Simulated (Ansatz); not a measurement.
# A van 't Hoff estimate for CH2FI + GaH2(OH) ⇌ CH3FO + GaH2I

Species: CH2FI (fluoroiodomethane) `FCI`, singlet; GaH2(OH), singlet; CH3FO `OCF`, singlet; GaH2I `[GaH2][I]`, singlet. The partners trade I for OH: C–I and Ga–OH bonds give way to C–OH and Ga–I.

The electronic reaction energy at CCSD(T)/def2-TZVPP is -76.2 kJ/mol. Shapes: PBE0-D4/def2-TZVP. Flexible molecules stand in one conformer, not always the lowest. Programs: Ansatz 0.2.0. Enthalpy and entropy come from rigid-rotor, harmonic-oscillator sums on unscaled PBE0-D4/def2-TZVP wavenumbers, ideal gases at 1 bar; R ln 2 is added for the mirror twin of the chiral shape of CH3FO. Symmetry numbers: CH2FI 1, GaH2(OH) 1, CH3FO 1, GaH2I 2. R = 8.3145 J/(mol K).

| T (K) | ΔH (kJ/mol) | ΔS (J/(mol K)) |
| --- | --- | --- |
| 600 | -71.9 | -4.8 |
| 800 | -72.9 | -6.2 |
| 1000 | ? | ? |

Problem. Work out ln K at 600 and 800 K, and from these estimate it at 1000 K.

Solution. 
1. 600 K: ΔG = -71.9 − 600 × (-4.8)/1000 = -69.0 kJ/mol; ln K = −ΔG/RT = +13.83.
2. 800 K: ΔG = -72.9 − 800 × (-6.2)/1000 = -67.9 kJ/mol; ln K = −ΔG/RT = +10.21.
3. Slope against 1000/T: (+10.21 − (+13.83))/(1.2500 − 1.6667) = +8.69, that is −ΔH/R with ΔH near -72 kJ/mol.
4. 1000 K: ln K = +13.83 + (+8.69) × (1.0000 − 1.6667) = +8.04.

The full sums give ΔH = -73.5 kJ/mol, ΔS = -6.9 J/(mol K), ΔG = -66.6 kJ/mol and ln K = +8.01 at 1000 K, so the line is off by +0.03 in ln K; without rounding the miss is +0.02, from the change of ΔH with temperature. The products are favoured over this whole range. An error of 10 kJ/mol in the energy moves ln K by 1.2 at 1000 K. Soft modes are treated as harmonic, which can err either way at these temperatures; the lowest are those of GaH2I (250 cm⁻¹). Other conformers aren't counted. For atoms past krypton def2 sets carry core potentials with scalar relativity. Relativity is left out for Ga. Outer-core shells of Ga, I are correlated, in sets that cover them unevenly.

The exchange is driven by enthalpy: ln K stays positive but falls on heating, as it must for an exothermic reaction. Entropy contributes little because two molecules give two molecules, and the mirror-twin term of fluoromethanol cancels against the symmetry number of GaH2I.

The sign of ΔH means that carbon gains more from exchanging iodine for oxygen than gallium loses in the reverse exchange. Compact carbon overlaps poorly with the diffuse iodine 5p orbital and forms a much stronger bond to oxygen. Gallium also prefers oxygen, through a polar bond, but tolerates iodine better. Fluoromethanol probably gains further from the anomeric effect, in which an oxygen lone pair donates into the C–F σ* orbital; iodine is a poorer donor in the reactant.

The van 't Hoff line works because ΔH changes only slightly over the range. The result supports a preference for the products within this gas-phase exchange, but not their persistence, since fluoromethanol can lose HF to give formaldehyde.
